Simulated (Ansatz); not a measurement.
Ge: sound and stiffness along [100], [110] and [111]

Computed with DFT PBEsol, scalar-relativistic, plane waves, PAW (Ansatz 0.2.0). Settings: 420 eV plane-wave cutoff, Γ-centred 14×14×14 mesh, Fermi-Dirac smearing of 0.15 eV. No spin polarisation.

Relaxed structure:
```xyz
2
Lattice="0.0000 2.8387 2.8387 2.8387 0.0000 2.8387 2.8387 2.8387 0.0000" Properties=species:S:1:pos:R:3 pbc="T T T"
Ge    0.0000    0.0000    0.0000
Ge    1.4194    1.4194    1.4194
```

In a metal, frequencies and elastic constants depend on the k mesh and the smearing, soft modes and shear constants most.

With ions relaxed, on the cubic axes: C11 = 112.0, C12 = 43.9, C44 = 56.0 GPa. The density is 5.272 g/cm³.

Q: Is the crystal stable against strain, and how anisotropic is it?

A: Born's conditions hold: C11 + 2C12 = 199.8, C11 − C12 = 68.1 and C44 = 56.0 GPa are all positive. B = (C11 + 2C12)/3 = 66.6 GPa. The two shear moduli are C44 and C′ = (C11 − C12)/2 = 34.1 GPa, so Zener's ratio is A = C44/C′ = 1.64: the tetragonal shear C′ is the soft one, as in many fcc and bcc metals and zincblende crystals. The Cauchy pressure C12 − C44 is -12.1 GPa; it would vanish for pair forces between atoms on inversion centres at zero pressure, and a negative value is usual with directional bonding, though many-body forces give one in some ionic oxides too.

Q: Give the sound speeds along the three symmetry directions.

A: The Christoffel equation gives ρv² for each branch:
| direction | branch | ρv² | GPa | v (m/s) |
| --- | --- | --- | --- | --- |
| [100] | L | C11 | 112.0 | 4609 |
| [100] | T (×2) | C44 | 56.0 | 3259 |
| [110] | L | (C11 + C12 + 2C44)/2 | 133.9 | 5040 |
| [110] | T, u ∥ [001] | C44 | 56.0 | 3259 |
| [110] | T, u ∥ [1-10] | (C11 − C12)/2 | 34.1 | 2542 |
| [111] | L | (C11 + 2C12 + 4C44)/3 | 141.2 | 5176 |
| [111] | T (×2) | (C11 − C12 + C44)/3 | 41.4 | 2801 |

Q: How does Young's modulus depend on direction?

A: Inverting gives S11 = 11.453, S12 = -3.223, S44 = 17.860 TPa⁻¹. Along a unit vector (l, m, n), 1/E = S11 − 2(S11 − S12 − S44/2)(l²m² + m²n² + n²l²), where the last bracket is 0, 1/4 and 1/3 for [100], [110] and [111]: E = 87, 117 and 131 GPa. With A > 1 the body diagonal is stiffest. For a film on (001), the biaxial modulus is C11 + C12 − 2C12²/C11 = 122 GPa and the normal strain is −2C12/C11 = -0.78 times the in-plane one.

The bands only touch here, so at this level the crystal is a zero-gap semiconductor or semimetal, not an ordinary metal; spin–orbit coupling, left out, can open or move such a gap.

Cost: 2 runs of about 3.4 core-minutes in all, on Intel Xeon Platinum 8488C (Sapphire Rapids) (shared hosts).

The crystal resists compression along its bonds best: longitudinal sound is fastest along [111], and Young's modulus peaks there too. The slowest wave, at 2542 m/s, travels along [110] with in-plane polarisation and probes the tetragonal shear. In the diamond structure this strain leaves bond lengths unchanged to first order, so only the bending stiffness of the sp³ network opposes it. The C44 shear also stretches bonds, though the relative shift of the two sublattices relieves part of that cost.

Germanium is in reality an indirect-gap semiconductor, so the touching bands are wrong. The likely cause is the semilocal functional, which underestimates the gap and places the antibonding s-like conduction state at Γ too low. The elastic constants also fall below the accepted experimental values, probably because the functional makes the bonds slightly too soft, perhaps helped by spurious occupation of conduction states. The anisotropy is thus more trustworthy than the absolute speeds. Positive moduli establish stability against uniform strain only, not against phonons of finite wavevector.
